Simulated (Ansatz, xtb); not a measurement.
## C3H11GaGe: 4 structures ranked

4 gas-phase structures of C3H11GaGe, from a drawn sample of its isomers (lower ones may exist). Each was relaxed with GFN2-xTB; where two conformers were screened, the lower at r2SCAN-D4/def2-SVP is listed:

A. `C[CH2][Ga]([CH3])[GeH3]`, a singlet
B. `[CH3][GaH][C@@H](C)[GeH3]`, a singlet
C. `C[CH2][GaH][CH2][GeH3]`, a singlet
D. `[CH3][Ga]([CH3])[CH2][GeH3]`, a singlet

Problem. Estimate their order in r2SCAN-D4/def2-SVP energy at these geometries, lowest first.

Solution. Calculated order at r2SCAN-D4/def2-SVP: A (0.0), D (0.3), C (10.4), B (10.8) kcal/mol. Less than 1 kcal/mol parts A and D; C and B, so the order within those pairs means little. CCSD(T)/def2-SVP + ΔMP2/def2-TZVPP after further relaxation puts D lowest instead.

Energies above the lowest of each column, in kcal/mol; the last columns are at B3LYP/def2-SVP geometries:

| structure | GFN2-xTB | HF/STO-3G | r2SCAN-D4/def2-SVP | B3LYP/def2-SVP | CCSD(T)/def2-SVP + ΔMP2/def2-TZVPP |
| --- | --- | --- | --- | --- | --- |
| A | 0.0 | 2.1 | 0.0 | 0.0 | 1.3 |
| D | 14.0 | 0.0 | 0.3 | 3.0 | 0.0 |
| C | 13.5 | 11.3 | 10.4 | 12.1 | 11.8 |
| B | 12.4 | 13.6 | 10.8 | 13.8 | 12.5 |

CCSD(T)/def2-SVP + ΔMP2/def2-TZVPP puts D lowest; GFN2-xTB picks A, r2SCAN-D4/def2-SVP picks A, B3LYP/def2-SVP picks A. CCSD(T)/def2-SVP + ΔMP2/def2-TZVPP orders those it was run on as D (0.0), A (1.3), C (11.8), B (12.5) kcal/mol. Less than 1 kcal/mol parts C and B, so the order within that pair means little. Flexible structures stand in one conformer each, not always the lowest. A keeps a small imaginary mode. The ΔMP2 step shifts differences by up to 3.3 kcal/mol, which makes them less sure. ΔMP2 is the change of the MP2 energy from the smaller to the larger basis.

Over these structures GFN2-xTB departs from r2SCAN-D4/def2-SVP by 4.6 kcal/mol on average once a common shift is removed. A GFN2-xTB relaxation took about 0.28 s and the r2SCAN-D4/def2-SVP energy about 3.3 s on a shared host (Ansatz 0.2.0, xtb 6.7.1).

The clearest division is between A and D, which have no Ga–H bond, and C and B, which each have one. Every method except GFN2-xTB puts the first pair well below the second. Going from C or B to D exchanges a Ga–H and a C–C bond for a Ga–C and a C–H bond, and the strength of the new C–H bond probably drives the preference. C and B contain the same bond types and differ mainly in branching, which fits their closeness.

A and D balance Ga–Ge plus C–C against Ga–C plus Ge–C. These sums nearly cancel, so the changing sign of their difference supports no firm preference. GFN2-xTB instead places D highest, at 14.0 kcal/mol, which suggests an imbalance in its description of these heavy-element bonds rather than a real penalty for three carbon substituents on gallium.

The ranking need not carry over to condensed phases, where Ga–H compounds can gain stability by associating through hydride bridges.
